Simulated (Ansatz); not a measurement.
Redistribution: C2H8GeO + Al(CH3)F2 → CH6GeO + C2H5AlF2

Species: C2H8GeO `CC[O][GeH3]`, singlet; Al(CH3)F2, singlet; CH6GeO `C[O][GeH3]`, singlet; C2H5AlF2 `C[CH2][Al]([F])[F]`, singlet. The partners trade CH3 for H; both sit on C, so the bond types are kept.

Shapes, held fixed at every level: PBE0-D4/def2-TZVP. Flexible molecules stand in one conformer, not always the lowest. Programs: Ansatz 0.2.0. Electronic energies: no zero-point or thermal term.

(1) Estimate ΔE of this reaction.

Answers

(1) The highest level, CCSD(T)/def2-TZVPP, gives ΔE = +32.9 kJ/mol; the levels span +30.5 to +33.6. The column of differences is taken from that level and isn't an error. No measured value is set beside it here. Relativity is left out for Ge. Outer-core shells of Ge are correlated in most correlated rows, in sets that cover them unevenly.

```json
{"level": "PBE-D4/def2-TZVPP", "kind": "GGA", "ΔE (kJ/mol)": "+30.5", "less CCSD(T)/def2-TZVPP": "-2.4"}
{"level": "BHLYP-D4/def2-TZVPP", "kind": "global hybrid", "ΔE (kJ/mol)": "+31.9", "less CCSD(T)/def2-TZVPP": "-1.0"}
{"level": "PBE0-D4/def2-TZVPP", "kind": "global hybrid", "ΔE (kJ/mol)": "+31.2", "less CCSD(T)/def2-TZVPP": "-1.7"}
{"level": "wB97X-V/def2-TZVPP", "kind": "range-separated hybrid", "ΔE (kJ/mol)": "+31.9", "less CCSD(T)/def2-TZVPP": "-1.0"}
{"level": "B2PLYP/def2-TZVPP", "kind": "double hybrid", "ΔE (kJ/mol)": "+32.5", "less CCSD(T)/def2-TZVPP": "-0.4"}
{"level": "MP2/def2-SVP", "kind": "perturbation theory", "ΔE (kJ/mol)": "+32.5", "less CCSD(T)/def2-TZVPP": "-0.4"}
{"level": "MP2/def2-TZVPP", "kind": "perturbation theory", "ΔE (kJ/mol)": "+33.6", "less CCSD(T)/def2-TZVPP": "+0.7"}
{"level": "CCSD(T)/def2-TZVPP", "kind": "coupled cluster or CI", "ΔE (kJ/mol)": "+32.9", "less CCSD(T)/def2-TZVPP": "0.0"}
```

The exchange is clearly endothermic at every level, with +32.9 kJ/mol from CCSD(T): the ethyl group is better placed on oxygen than on aluminium. The main reason is probably the opposite polarity of the two carbon centres. Carbon bound to oxygen is electron-poor and gains from replacing H with a more polarisable, hyperconjugatively donating methyl group. Carbon bound to electropositive aluminium is carbanion-like and gains much less from the same substitution. Germanium is largely a spectator, since its bond to oxygen is kept.

The close agreement between such different methods fits a reaction that conserves bond types, so that most errors in the individual bond energies cancel. The density functionals all lie slightly below CCSD(T), perhaps because they describe the correlation between neighbouring bonds in the C–C–O and C–C–Al units unevenly. The preference applies to separate monomers; in the condensed phase, fluorine bridging between the Lewis-acidic alanes or their coordination to the ether-type oxygen could shift the balance.
